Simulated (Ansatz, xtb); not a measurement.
Two isomers of C2H8GeOSi

We compare a, `O=CC[SiH2][GeH3]`, a singlet, with b, `[SiH3]O/C=[CH]/[GeH3]`, a singlet. Both are isolated molecules in the gas phase, relaxed with PBE-D3(BJ)/def2-SVP, each in the lowest conformer that the search found.

a (Å):

```xyz
13

C     2.0877   -1.6055    1.3898
C     1.1748   -0.6078    0.7309
Ge   -1.9452    1.0474    0.5438
O     2.3243   -2.7190    0.9648
Si   -0.5539   -0.6054    1.5696
H     2.5356   -1.2465    2.3689
H     1.5800    0.4215    0.8312
H     1.0400   -0.8663   -0.3392
H    -0.3869   -0.2987    3.0351
H    -1.1658   -1.9724    1.4340
H    -2.1235    0.7393   -0.9666
H    -3.3460    1.0889    1.2083
H    -1.2939    2.4502    0.6791
```

b (Å):

| atom | x (Å) | y (Å) | z (Å) |
| --- | --- | --- | --- |
| C | -0.2360 | -1.5046 | 0.1291 |
| C | 0.4495 | -0.8874 | 1.1189 |
| Ge | 1.9406 | -1.7450 | 2.0152 |
| O | -1.2895 | -1.0109 | -0.5718 |
| Si | -1.9778 | 0.5333 | -0.3481 |
| H | -2.5143 | 0.6722 | 1.0492 |
| H | -0.9559 | 1.6053 | -0.6051 |
| H | -3.0826 | 0.5950 | -1.3535 |
| H | 0.0206 | -2.5243 | -0.2120 |
| H | 0.1625 | 0.1327 | 1.4323 |
| H | 2.1344 | -3.1563 | 1.4008 |
| H | 3.2463 | -0.9226 | 1.8343 |
| H | 1.6714 | -1.8812 | 3.5393 |

Quicker runs give these differences E(b) − E(a): GFN2-xTB −27.9 kcal/mol; HF/STO-3G +11.3 kcal/mol (at GFN2-xTB geometries); r2SCAN-D4/def2-SVP +1.9 kcal/mol (at GFN2-xTB geometries).

Problem. Estimate E(b) − E(a) at the level CCSD(T)/def2-SVP + ΔMP2/def2-TZVPP.

Solution. Calculated at CCSD(T)/def2-SVP + ΔMP2/def2-TZVPP: E(b) − E(a) = −5.5 kcal/mol, so structure b lies lower.

The same difference at several levels:

| level | geometry | E(b) − E(a) (kcal/mol) | departure from the last row (kcal/mol) | job, with rough time for the two |
| --- | --- | --- | --- | --- |
| GFN2-xTB | GFN2-xTB | −27.9 | −22.5 | optimisation, 0.17 s |
| HF/STO-3G | GFN2-xTB | +11.3 | +16.8 | single point, 0.38 s |
| r2SCAN-D4/def2-SVP | GFN2-xTB | +1.9 | +7.4 | single point, 3 s |
| PBE-D3(BJ)/def2-SVP | PBE-D3(BJ)/def2-SVP | +2.4 | +7.9 | optimisation, 41 s |
| HF/def2-SVP | PBE-D3(BJ)/def2-SVP | −5.3 | +0.2 | part of the CCSD(T) run |
| MP2/def2-SVP | PBE-D3(BJ)/def2-SVP | −2.3 | +3.1 | part of the CCSD(T) run |
| CCSD(T)/def2-SVP | PBE-D3(BJ)/def2-SVP | −1.7 | +3.8 | single point |
| CCSD(T)/def2-SVP + ΔMP2/def2-TZVPP | PBE-D3(BJ)/def2-SVP | −5.5 |  | single point, 42 s |

As drawn, b has 1 O–Si, 1 C–O, 1 C=C, 1 C–Ge, 1 Si–H in place of 1 C=O, 1 C–C, 1 C–Si, 1 Ge–Si, 1 C–H.

HF/STO-3G, r2SCAN-D4/def2-SVP, PBE-D3(BJ)/def2-SVP put the two in the other order. The largest departure from CCSD(T)/def2-SVP + ΔMP2/def2-TZVPP is that of GFN2-xTB, 22.5 kcal/mol. The last row adds to CCSD(T) the change of the MP2 difference between the two basis sets, here −3.8 kcal/mol, a large step that makes the value less sure.

With thermal terms from frequencies at re-optimised GFN2-xTB minima (ideal gas, soft modes damped towards free rotors, one conformer each, 298.15 K, 1 atm): the zero-point term adds −1.0 kcal/mol; ΔH is −6.7 and ΔG −5.9 kcal/mol.

The correlated steps freeze 17 core orbitals; the filled d shell of Ge is correlated, in a basis made for valence electrons. Codes used: Ansatz 0.2.0, xtb 6.7.1; the last row on 4 threads of Arm Neoverse V2 on a shared host.

The silyl enol ether b is modestly favoured over the aldehyde a, and thermal terms leave that order unchanged, with ΔG at −5.9 kcal/mol. The main driving force is probably the strong, polar Si–O bond, helped by replacing the weak Ge–Si bond and by donation from the oxygen lone pair into C=C. Against this stands the loss of the carbonyl π bond, which is stronger than the alkene π bond that replaces it, so the net preference is small despite the extensive change in bonding.

The close match of HF/def2-SVP to the final value is a cancellation: correlation in that basis shifts the balance towards a, while enlarging the basis shifts it back towards b. The minimal basis favours a strongly, probably because it lacks the polarisation functions needed to describe silicon bound to oxygen. The energies support a thermodynamic preference between these two isomers, but say nothing about how readily they interconvert.
